Quantum ESPRESSO 7.5, plane-wave DFT with the PBE functional and scalar-relativistic PseudoDojo 0.4.1 standard pseudopotentials, without spin–orbit coupling, for zinc-blende GaN scaled uniformly to six volumes. The plane-wave cutoff is 1143 eV, and the gaps are taken from the levels on a 6 × 6 × 6 k mesh that includes Γ.

```tsv
volume (Å³/atom)	shortest distance (Å)	gap on mesh (eV)	direct gap on mesh (eV)
10.071	1.870	2.595	2.595
10.528	1.898	2.305	2.305
10.986	1.925	2.026	2.026
11.444	1.952	1.759	1.759
11.902	1.977	1.503	1.503
12.359	2.002	1.258	1.258
```

The table follows one crystal, zinc-blende gallium nitride, through six volumes. The column "shortest distance" is the length $d$ of the Ga–N bond. When the bond shortens from 2.002 to 1.870 Å, the gap rises from 1.258 to 2.595 eV: a bond shorter by less than 7 % goes with a gap more than twice as wide.

The gap on mesh is the smallest energy between the highest filled and the lowest empty level among the computed k points. The direct gap requires both levels to lie at the same k point. The two agree in every row, so the gap is direct throughout. In the rows at 10.528 and 11.902 Å³ per atom, whose full lists of levels are at hand, it lies at Γ, the k point where the orbitals of all cells are in phase.

## Should broader bands close the gap?

A tempting argument predicts the opposite trend. In the limit of widely separated atoms, the electrons occupy sharp levels. As the atoms approach, each level spreads into a band. If the centres of the bands stay where they are, the filled band grows upwards, the empty one grows downwards, and compression closes the gap.

The two rows with full lists show where this fails. From the larger to the smaller of these volumes, the upper valence band does broaden, from 6.77 to 7.59 eV. The lowest conduction band, however, narrows from 4.95 to 4.42 eV, because its bottom rises further than its top. The argument assumed fixed centres and a spreading of both bands, but a band's width alone doesn't tell where its edge lies.

## Does the gap simply scale with the other energies?

A second idea starts from the opposite limit, electrons that move almost freely. Their kinetic energy varies as $1/d^2$. If it alone set the levels, all energy differences in a compressed crystal would grow by the same factor. This has the right sign. Starting from 1.759 eV at 11.444 Å³ per atom, it gives 1.915 eV at the smallest volume, where the calculation gives 2.595 eV.

The predicted rise is thus less than a fifth of the computed one. A gap is a small difference between large energies, and it can change by a large fraction while those energies change by a few per cent. The useful question is which large energies meet at the gap.

## A pair of s levels

At Γ, symmetry gives a clear answer. Each atom sits at the centre of a tetrahedron of four neighbours. Seen from an s orbital, the four neighbouring s orbitals all add with the same sign, while the contributions of neighbouring p orbitals cancel. The s orbitals of gallium and nitrogen therefore combine with each other, into a low bonding level and a high antibonding one.

The antibonding level is the bottom of the conduction band. The top of the valence band is a threefold level of mainly nitrogen p character. The lists give energies and not orbital shapes, so this assignment rests on the number of levels that coincide and on the well-known level order of such crystals.

Let $S$ be the splitting of the s pair, $\bar E_s$ the energy halfway between its two levels, and $E_v$ the valence top. The gap is then

$$E_g=(\bar E_s-E_v)+\tfrac{1}{2}S .$$

This is plain bookkeeping and holds as long as the gap lies at Γ between these levels, but it separates two possible causes. Either the centre of the pair, which lies about 7 eV below the valence top, rises towards it, or the two levels move apart. All these energies are differences within one row, as they must be, since the zero of energy is not common to crystals of different volume.

From 11.902 to 10.528 Å³ per atom, half the splitting grows by 0.934 eV. The centre of the pair sinks by 0.132 eV relative to the valence top. The sum, $0.934-0.132=0.802$ eV, is the rise of the gap between these two rows. In this account the gap widens because the s levels move apart, while the shift of their centre takes back a small part. The valence top serves only as the reference: if it moves itself, that movement is counted in the shift of the centre.

Why they move apart is a matter of theory. Shorter bonds make the s orbitals overlap more, which strengthens their coupling and drives the antibonding level up. This explanation fits the observed separation, though the levels alone don't prove that coupling is its only source.

## How far the simple coupling model goes

The smallest model of the pair has two site energies, a distance $\Delta$ apart, and a coupling $V$. Its two levels are split by

$$S=\sqrt{\Delta^2+4V^2}.$$

If the coupling is weak, the splitting stays near $\Delta$ and hardly responds to compression. If it is strong, the splitting approaches $2V$ and grows in step with the coupling. With $\Delta$ fixed, $S$ can never grow by a larger percentage than $V$ does.

A simple assumption is that $V$ varies as $1/d^2$. Between the same two rows the coupling then grows by 8.5 %, which is the most that the splitting could do. The calculation gives 10.9 %. The model has the right direction and could give at most nearly four fifths of the growth, and that only if $\Delta$ were negligible. This isn't expected here, since the s level of a nitrogen atom lies well below that of gallium. So at least one of its assumptions is too simple: the coupling may rise faster than $1/d^2$, the site energies may move apart, or other orbitals may take part. The two rows can't tell these apart.

Other k points offer a further test. Measured from the valence top, the lowest conduction level at X rises by only 0.04 eV between these rows, against 0.80 eV at Γ. Compression therefore doesn't push all empty levels up alike. At X the neighbouring s orbitals enter with two plus and two minus signs, so their coupling to the central s orbital vanishes, in keeping with the small shift.

The point L spoils too neat a reading. There the signs cancel only in part and leave half the s–s coupling, yet the level rises by 0.86 eV, slightly more than at Γ. Away from Γ, at X as well as at L, s orbitals also mix with p orbitals of the neighbours, and a model with s orbitals alone isn't enough. The s pair explains the edge at Γ, where symmetry keeps it simple, and not the whole conduction band.

## A rule for small volume changes

For practical use the trend can be put into one line. With $\Omega$ the volume per atom and $\Omega_0=11.444$ Å³, a least-squares fit to all six rows gives

$$E_g = 1.76\ \text{eV} - 6.53\ \text{eV}\times\ln(\Omega/\Omega_0).$$

The factor before the logarithm is called a deformation potential. It means that one per cent less volume widens the gap by about 0.065 eV.

Take the volume of 10.528 Å³ as an example. The ratio $\Omega/\Omega_0$ is 0.920, and its logarithm is −0.083. Multiplied by −6.53 eV this adds 0.54 eV, so the estimate is 2.30 eV. The table has 2.305 eV, but this row took part in the fit, so the agreement shows how well the formula summarises the data and is no independent prediction.

The logarithm follows the six points to about 0.001 eV. A constant plus a term in $1/d^2$, fitted to the same rows, misses by up to about 0.01 eV because it bends too strongly. Even that is small beside the whole change of 1.337 eV, so the quality of either fit can't decide the mechanism. The individual levels say more about it.

The rule holds for equal compression from all sides, in the range of the table. A film strained only in its plane changes shape as well as volume and needs more than this one number. Nor should the line be carried on to much smaller volumes: the level at X hardly moves, and once the rising level at Γ passes it, the smallest gap no longer follows the rule.

The absolute gaps need more care than their changes. The density functional used here, PBE, is known to give gaps that are too small; the measured gap of this crystal, which isn't part of this data, is roughly 3.2 eV, against 1.759 eV for the cell at $\Omega_0$. Gap changes with volume usually suffer less, but the table holds no second level of theory to check this. An engineer would do better to add the computed shift to a measured gap than to read the gap itself from the table.

For a related semiconductor, the first thing to find out is where the conduction band has its bottom. If it is the antibonding s level at Γ, compression should widen the gap as it does here. If it lies near X, this push is largely absent, and the sign of the change has to be worked out afresh.
